Naively, a shorter bond should hold more electron density, because its atoms overlap more. The density meant here is the value at the bond critical point, the place on the line joining two bonded atoms where the density is lowest along the line and highest across it. The four carbon–carbon bonds obey this expectation, but the whole set does not. The C–H bonds are all shorter than the C=C bond of row 1 and yet hold less density. Si–H in row 10 is slightly shorter than the C–C bond of row 7 and holds only half as much.

Unrestricted LDA (SVWN)/def2-SVPD single point with PySCF 2.14.0 on the gas-phase cation [SiH3][C+]1[CH]CC1 (charge +1, doublet) at its GFN2-xTB geometry. Values are taken at the QTAIM bond critical points, and the energy density is the total, kinetic plus potential. Atom 1 is Si, atoms 2–5 are C and atoms 6–13 are H.

```
row  density (a.u.)  first atom  second atom  laplacian (a.u.)  ellipticity  energy density (a.u.)
  1           0.344       2.000        3.000            -0.917        0.193                 -0.368
  2           0.286       3.000        9.000            -1.199        0.012                 -0.326
  3           0.275       4.000       11.000            -1.076        0.003                 -0.302
  4           0.274       5.000       13.000            -1.060        0.016                 -0.299
  5           0.273       5.000       12.000            -1.056        0.007                 -0.299
  6           0.263       4.000       10.000            -1.000        0.005                 -0.286
  7           0.245       2.000        5.000            -0.515        0.004                 -0.202
  8           0.240       3.000        4.000            -0.492        0.034                 -0.193
  9           0.228       4.000        5.000            -0.468        0.033                 -0.176
 10           0.122       1.000        6.000             0.265        0.014                 -0.072
 11           0.122       1.000        7.000             0.262        0.008                 -0.071
 12           0.116       1.000        8.000             0.240        0.049                 -0.067
 13           0.091       1.000        2.000             0.228        0.101                 -0.043
```

Picture the molecule being built in two steps. First, neutral spherical atoms are put in their places and their densities are simply added. Then the electrons are allowed to rearrange into bonds, and one of them is taken away to make the cation. Far apart, atoms have only the first contribution, a tail that dies off with distance; at bonding distance the second contribution can become important too. For a given pair of elements, bond length controls the first step directly, but both steps depend on which atoms meet. The analysis printed below separates the two for every row.

For two carbon atoms the first step can be estimated by hand. Give each atom four valence electrons in Slater orbitals with exponent 1.625, the value from Slater's rules, and let the atoms meet at the midpoint of the bond. At a distance r from one nucleus, in bohr, its density in atomic units is

ρ(r) = 4 × 3.25⁵ / (96π) × r² × exp(−3.25 r) = 4.81 × r² × exp(−3.25 r)

In row 1 the atoms are 1.329 Å apart, so r is 1.256 bohr, and the two atoms together give

2 × 4.81 × 1.58 × 0.0169 ≈ 0.26

The free-atom part of the calculated density is 0.24, so the estimate is about 7% too high. For the longest C–C bond, row 9, it is less than 2% too high. No constant was adjusted to any row. The formula therefore explains how the overlap grows as carbon atoms approach, but it leaves out the density added by bonding.

That addition matters already within the carbon skeleton. Row 1 holds 0.106 more than the average single C–C bond, and slightly over half of this, 0.058, is plain overlap of closer atoms. The rest is a larger accumulation of electrons between the nuclei, as befits a double bond. Here both contributions favour the shorter bond, which is why length alone looks like a sufficient explanation.

C–H bonds show that it is not. Compared with single C–C bonds, the ordinary C–H bonds of rows 3 to 5 have a free-atom part that is lower by 0.010, despite their shortness. Their added part is higher by 0.046, and this alone puts them ahead. Theory offers a reason: hydrogen has no core electrons to keep the bonding pair away from its nucleus, and its single orbital contracts when a bond forms. Density can thus build up close to the proton, where the critical point lies.

Silicon loses on both counts. Going from C–H in rows 3 to 5 to Si–H in rows 10 and 11 lowers the free-atom part by 0.08 and the added part by 0.07. Silicon's valence electrons occupy a larger shell, so they are thinly spread, and the more electronegative partner draws them away. To place another bond in this order, one should therefore ask first how densely its free atoms overlap and then how much charge bonding can gather between them.

The same thinning explains why the Laplacian changes sign. The Laplacian is the sum of the curvatures of the density: negative across the bond, where density falls away sideways, and positive along it, where density rises towards either nucleus. From single C–C to Si–C, the sum shifts upwards by 0.61 through weaker curvature across the bond and by only 0.11 through stronger curvature along it. The positive sign thus comes mainly from a flattened ridge of density. It does not mean that the atoms merely touch, because the energy density remains negative, as it does in a polar bond with shared electrons.

Rows 6 and 12 are the real irregularities. Row 6 is a C–H bond on the same carbon atom as row 3, yet it lies 0.011 below the average of rows 3 to 5. It is also slightly longer, but the change of density with length between row 2 and those three bonds would account for only about 0.004. Even that slope is probably too steep, since the carbon of row 2 is also differently hybridised. Most of the loss, 0.009, sits in the part added by bonding.

Row 12 repeats the pattern among the Si–H bonds: it lies 0.006 below rows 10 and 11, with about 0.004 of this in the added part. The hydrogens of these two irregular bonds carry spins of 0.06 and 0.07, while no other hydrogen exceeds 0.014. The likely cause is that the hole left by the removed electron extends into both bonds, draining density from them and perhaps lengthening them as well. Just over half of the spin sits on the two carbons of the double bond, but this is not a plain π hole. Such a hole would reach the hydrogens of rows 3 and 6 about equally, since they lie on opposite faces of the ring, yet only the one in row 6 carries appreciable spin. Some σ character seems to be mixed in, and how much of it is real is uncertain. LDA tends to spread such holes too widely, and the small gap between the highest filled and lowest empty levels leaves room for another electronic state close by, which was not checked.

Row 13, the Si–C bond, has the lowest density and yet the second-highest ellipticity, which could be mistaken for double-bond character. Ellipticity is the ratio of the two curvatures across the bond, minus one, so a small difference looks large when both curvatures are weak. The difference itself is 0.010 here, against 0.113 in the C=C bond. The high ellipticity is therefore mostly a sign of a weak ridge.

Bonding adds only 0.008 to the density of this Si–C bond. Some of that weakness is ordinary silicon polarity, and some may again be the hole, since the bond is 1.96 Å long where roughly 1.9 Å is usual. The geometry comes from a tight-binding method that keeps C=C as short as in a neutral alkene, although ionising a π bond normally stretches it. A geometry relaxed at a higher level could therefore redistribute the hole, and rows 1 and 13 would probably feel it most.

The analysis program printed:

```
Parts of density and Laplacian (a.u.):
  row  length_A  free_atoms  added_by_bonding  curv_across  curv_along  across_difference  potential_to_kinetic  spin_second_atom
    1     1.329      0.2398            0.1042       -1.281       0.364             0.1127                 3.652             0.228
    2     1.071      0.1746            0.1114       -1.554      0.3547           0.009266                 13.42             0.014
    3     1.087      0.1719            0.1031       -1.425      0.3487           0.002134                 10.15             0.004
    4     1.087      0.1723            0.1017       -1.408      0.3483            0.01118                 9.794             0.009
    5     1.086      0.1724            0.1006       -1.402      0.3462           0.004891                 9.543             0.004
    6     1.092      0.1707           0.09232       -1.333      0.3331           0.003324                 8.944             0.062
    7     1.497      0.1877           0.05735       -0.849       0.334           0.001695                 3.758             0.083
    8     1.513      0.1846           0.05542      -0.8262      0.3342            0.01381                 3.757              0.11
    9     1.548      0.1745           0.05349      -0.7871      0.3191            0.01278                 3.983             0.083
   10     1.457     0.09162           0.03038      -0.3452      0.6102           0.002399                 1.521             0.003
   11     1.458     0.09177           0.03023      -0.3435      0.6055           0.001369                  1.52             0.001
   12     1.472     0.08992           0.02608      -0.3172      0.5572           0.007587                 1.528              0.07
   13     1.962     0.08344          0.007557      -0.2066      0.4346           0.009932                  1.43             0.291
Slater overlap against free-atom share, C-C rows, smallest miss (%): 1.646
Slater overlap against free-atom share, C-C rows, largest miss (%): 6.802
C=C minus mean single C-C, density (a.u.): 0.1063
C=C minus mean single C-C, free-atom part (a.u.): 0.05758
C=C minus mean single C-C, added part (a.u.): 0.04875
C-H (rows 3-5) minus single C-C, density (a.u.): 0.03633
C-H (rows 3-5) minus single C-C, free-atom part (a.u.): -0.01005
C-H (rows 3-5) minus single C-C, added part (a.u.): 0.04638
C-H (rows 3-5) minus Si-H (rows 10-11), density (a.u.): 0.152
C-H (rows 3-5) minus Si-H (rows 10-11), free-atom part (a.u.): 0.0805
C-H (rows 3-5) minus Si-H (rows 10-11), added part (a.u.): 0.0715
Row 6 below rows 3-5, density (a.u.): 0.011
Row 6 below rows 3-5, added part (a.u.): 0.009484
Row 6 loss expected from length with the slope row 2 to rows 3-5 (a.u.): 0.004085
Row 12 below rows 10-11, density (a.u.): 0.006
Row 12 below rows 10-11, added part (a.u.): 0.004223
Si-C minus single C-C, curvature across (a.u.): 0.6142
Si-C minus single C-C, curvature along (a.u.): 0.1055
Si-H (rows 10-11) minus C-H (rows 3-5), curvature across (a.u.): 1.067
Si-H (rows 10-11) minus C-H (rows 3-5), curvature along (a.u.): 0.2601
```
